Near its minimum the energy of a solid is a parabola in the volume, so the pressure $P=-dE/dV$ is a straight line whose slope is set by the bulk modulus $B=-V\,dP/dV$. A setting that adds an error $\delta P$ to the pressure moves the zero of that line by $\delta V/V=\delta P/B$. For a metal with $B$ of a few hundred GPa, 1 GPa is worth less than half a percent in volume. This converts every choice in a calculation (core treatment, basis, cell, functional) into a shift of volume, and each property then suffers according to how steeply it runs with volume. The scan of hexagonal cobalt in LDA below lets the choices be ranked in this way.

Co (P6_3/mmc, 2 atoms) in Ansatz 0.2.0 with scalar-relativistic LDA, the Materials Project cell scaled at fixed shape. LAPW is all-electron (basis error target 1 meV/atom), PAW frozen-core (default files, 420 eV cutoff); both use a 17×17×9 k mesh, 0.03 eV Fermi-Dirac smearing and a parallel spin start. Pressure is positive in compression; Vzz is the principal field gradient of largest size.

| V/V(given) | volume (Å³/atom) | pressure, LAPW (GPa) | cell moment, LAPW (muB) | energy above the lowest row, LAPW (meV/atom) | largest Vzz, PAW (1e21 V/m^2) |
| --- | --- | --- | --- | --- | --- |
| 0.9500 | 10.11 | -2.78 | 3.05 | 0.0 | -0.34 |
| 0.9750 | 10.37 | -9.05 | 3.10 | 10.0 | -0.25 |
| 1.0000 | 10.64 | -14.42 | 3.14 | 29.6 | -0.15 |
| 1.0250 | 10.91 | -19.03 | 3.18 | 57.4 | -0.10 |
| 1.0500 | 11.17 | -22.92 | 3.23 | 92.3 | -0.10 |

The first column is the volume $V$ divided by that of the database cell. The pressure is negative in every row, so every cell is stretched and would contract if released. The zero of the energy column marks the end of the scan, and the equilibrium of this level of theory lies at a smaller volume. Every run ended as a metallic ferromagnet with equal moments on the two atoms, so the rows form one trend. The parallel start selects this state, which is also the known order of cobalt.

The model for the pressure is the third-order Birch-Murnaghan form. The energy is expanded to cubic order in the finite strain $(x-1)/2$ with $x=(V_0/V)^{2/3}$, and differentiation with respect to $V$ gives

$$P=\tfrac32 B_0\,(x^{7/2}-x^{5/2})\left[1+\tfrac34(B'-4)(x-1)\right].$$

Here $V_0$ is the volume of zero pressure, $B_0$ the modulus there and $B'$ its pressure derivative. A least-squares fit to all five all-electron pressures gives $V_0=10.00$ Å$^3$ per atom and $B_0$ near 270 GPa with $B'$ near 4.9, and it misses no row by more than 0.02 GPa.

The distance to the minimum can be worked by hand from the first row, which was part of the fit. With the fitted modulus, the volume step follows from the opening relation and the energy gain from the area of a triangle under the pressure line:

$$\frac{\delta V}{V}=\frac{-2.78}{271}=-1.0\,\%,\qquad \delta E=\tfrac12\times 2.78\times 0.105\times 6.24=0.91\ \text{meV/atom}.$$

The step 0.105 Å$^3$ is $10.108-10.003$, the unrounded first volume less the fitted $V_0$, and the last factor is $10^{9}\times10^{-30}/1.602\times10^{-19}$ eV, or 6.24 meV per GPa Å$^3$. The full curve puts the minimum 0.92 meV/atom below the first row, in agreement with the triangle.

The minimum is an extrapolation, and its two constants are not equally well fixed. Dropping either end row, fitting the same form to the energies, or holding $B'$ at 4 leaves $V_0$ within about 0.01 Å$^3$, because the first row is only one percent away from it. The modulus moves between 258 and 273 GPa under the same changes, the lowest value belonging to the fixed $B'$, which fits the pressures visibly worse. $B_0$ and $B'$ trade against each other when all points lie on one side of the minimum. Two more volumes below the first row would repair this.

The same scan was run with frozen-core PAW, which gives the first step between levels. Its pressure lies above the all-electron one in every row, by 0.20 GPa at the small end and 0.12 GPa at the large end. Through $\delta P/B$ the larger figure is 0.07 % in volume, and a separate fit to the five PAW pressures shifts $V_0$ by 0.08 %, with no change of $B_0$ that the fit could resolve. The relative energies differ by less than the all-electron basis target in every row. The gap is not split among frozen core, cutoff and the PBE origin of the datasets, and at this size there is little reason to split it.

The reason for the agreement can be argued from what is frozen. The runs carry 17 electrons per atom, so the 3s and 3p shells, which overlap the 3d shell in space and feel its spin density, respond freely in both methods. Only 1s, 2s and 2p are frozen in PAW, and these lie too deep and too close to the nucleus to notice a change of ten percent in volume. A core density made with another functional then acts mostly as a constant in the energy, and a constant exerts no pressure. The cell moments are consistent with this, for they agree to 0.001 $\mu_B$. Site moments differ by 0.010 to 0.014 $\mu_B$, and they depend on the region that each method integrates over, so the cell moment is the number to compare.

A numerical term in the stress decides the sign of that gap. At a fixed cutoff the number of plane waves grows with the cell, and a stress computed at a fixed number of waves needs the Pulay term to match the slope of the energy. In the PAW runs this term is about 0.3 GPa, larger than the whole distance to the all-electron pressure. Integrating the fitted PAW pressure returns the PAW energies to 0.04 meV/atom with the term in place and misses by 2 meV/atom with it taken out, and the all-electron pair agrees equally to 0.04. Since $P=-dE/dV$ is built into the method, this checks the numerics of basis and stress and leaves the physics untested.

The all-electron basis and the smearing add no larger step. If a basis error of 1 meV/atom drifted steadily across the scan, it would tilt the all-electron curve by 0.15 GPa, or 0.06 % in volume, about as much as the PAW step. That is a pessimistic figure, since the all-electron run at 0.975 estimates its own basis error at only 0.2 meV/atom. Extrapolating the free energies to zero smearing, by adding back half the entropy term, changes the relative energies by 0.05 meV/atom at most. The entropy term follows the density of states at the Fermi level, which varies by less than a tenth over the scan, so it cancels almost entirely from differences.

The cell and the functional are steps of another order. The database cell stands 6.4 % above the LDA minimum, under 14.4 GPa of tension, some seventy times the largest PAW step. The measured volume, a rough recalled 11 Å$^3$ per atom, is farther off again, and the LDA minimum lies about 9 % below it. Zero-point motion and thermal expansion are left out of these static energies, as is spin-orbit coupling. The vibrational part amounts to roughly a percent in volume for such a metal, again as a recalled size, so it covers only a small share of the gap.

The remainder is the well-known overbinding of 3d metals in LDA, which the table illustrates and theory explains. LDA takes exchange and correlation from the uniform electron gas, and it recovers too little exchange energy where the density varies steeply, as around the compact 3d shell and in atomic tails. Pushing the atoms together makes the density more even and shrinks this deficit, so the functional rewards compression. A gradient-corrected functional lowers the energy most where the density is uneven, and the same scan at that level would cross zero pressure at a larger volume, with a softer modulus and a somewhat larger moment. How far it would move is not tested here.

The modulus shows how an error of volume spreads. The local $B$ of the fitted curve falls from 258 GPa in the first row to 152 GPa in the last, because the repulsion between overlapping electron clouds dies off quickly with distance. At its own minimum LDA is about 40 % stiffer than the rough recalled 190 GPa, while in the two largest cells, which bracket the measured volume, it is softer than that value. Neither choice of volume repairs the modulus. For a model of a cobalt film on a substrate the consequence is direct: 9 % in volume is 3 % in length, so cobalt set at its measured density carries about 20 GPa of tension that comes mostly from the functional, and misfit strain has to be counted from the functional's own lattice constants.

The moment tolerates a wrong volume far better, and electron counting gives part of the reason. The cell holds 18 valence electrons beyond the 3s and 3p shells, so its spin moment is $M=2N_\uparrow-18$ in $\mu_B$, with $N_\uparrow$ the majority count. In the three middle rows the ten lowest majority valence bands are completely full, their top lying 0.30 eV below the Fermi level at 0.975 (all-electron) and farther below in the two larger cells (PAW). Ten majority electrons are therefore locked in those rows, and only a remainder of about half an electron in higher, partly filled bands can respond. This fits the usual picture of cobalt as a strong ferromagnet, one whose majority d states are almost all filled, although full lower bands alone do not prove it.

The all-electron majority count grows from 10.52 to 10.61 across the scan, and the cell moment rises by 5.9 % while the volume rises by about ten percent. Since the ten lower majority bands are already full in the middle rows, the growth there sits in the higher, partly filled bands. These touch the lower ten at the zone centre and can carry d character too, so the count does not say which orbitals gain. A plausible cause is that expansion narrows the d bands and weakens their mixing with the s and p states, but these runs do not separate the causes. A straight-line fit of $\ln M$ against $\ln V$ over the five unrounded moments gives an exponent of 0.57 and describes each row to better than the rounding of the table. The exponent should not be carried over to iron, whose majority d band still has holes to fill and so has a further way to respond; its moment needs a volume scan of its own.

In practice the PAW shift of volume costs 0.0006 $\mu_B$ per atom, while the step from the LDA minimum to the database cell costs 0.055. Extrapolated to the minimum the moment is 1.52 $\mu_B$ per atom, and in the largest cell it is 1.61, close to the rough recalled spin moment of the metal. LDA at the measured volume thus serves for a spin moment to about a tenth of a magneton, which is as far as a rough recalled value can judge. The orbital part needs spin-orbit coupling, which has to be switched on before a total moment is compared with magnetometry.

The field gradient is the fragile quantity. $V_{zz}$ is the second derivative of the electrostatic potential at the nucleus along the c axis, and it measures how far the surrounding charge departs from cubic or higher symmetry. A charge cloud of fixed shape scaled with the cell gives a gradient proportional to charge over length cubed, that is to $1/V$, a fall in size of 9.5 % over the scan. The table shows a fall of 71 %, and since the shape of the cell is held, the anisotropy of the electrons must itself be changing. A free power law, fitted to the logarithms of all five rows, returns an exponent of $-13.5$ and misses rows by up to 0.018 in the units of the table, several times their rounding, so that exponent carries no meaning.

The sensitivity can be argued from the geometry. The held ratio $c/a$ is 1.627 against the ideal 1.633, so the twelve nearest neighbours are almost equivalent and their contributions almost cancel (in cubic cobalt the gradient vanishes by symmetry, without spin-orbit coupling). What remains is a small imbalance between orbitals pointing along c and in the plane, weighted by $1/r^3$ near the nucleus, and states at the Fermi level can shift such a difference by a large fraction of itself. Which orbitals carry it is not resolved by these runs. Over the first three rows the slope is 0.038 units per percent of volume, so a single percent changes the gradient by a tenth to a quarter of its size.

Two settings that were not varied here, the cell shape and the k mesh, therefore come first for $V_{zz}$. The stress along c is more tensile than in the plane by 2.4 to 2.6 GPa in every row, so a relaxed cell would shorten $c/a$. With a rough recalled stiffness the change is of order one percent and the gain below about 1 meV/atom, harmless for the energy but larger than the present departure from the ideal ratio. How much the gradient would move is untested, and so is the direct effect of the PBE-made datasets on it, for which an all-electron gradient is the proper check.

The other setting is the k mesh, which is the same in every run, so the agreement of the two methods leaves it untested. The gradient stops changing between the last two rows, and the last row is slightly odd elsewhere. The moment steps shrink from 0.048 to 0.042 $\mu_B$ and then rise again to about 0.045, with the same pattern in both methods, and a pressure fit to the first four rows misses the last by 0.05 GPa although it matches the others to within their rounding. A band feature crossing the Fermi level could do this, and so could a finite mesh, and the runs do not decide between them. The flattening should not be quoted as a property of cobalt until a denser mesh confirms it.

Costs follow from counting. The number of plane waves is $V_{\rm cell}k_{\max}^3/6\pi^2$, which in the database cell gives 271 for the all-electron basis, before its local functions are added, and 416 for PAW. Both matrices are small, but these counts do not rank the two methods in time. Work grows in proportion to the number of k points, and doubling the mesh in each direction takes it from 2601 to 20808 points before symmetry, a factor of eight that this scan justifies mainly for the gradient. Extra volumes add work in proportion to their number, and relaxing $c/a$ costs a few more runs per volume. A gradient-corrected functional costs about as much as LDA, which makes it the cheapest attack on the largest error in lattice constant and modulus.
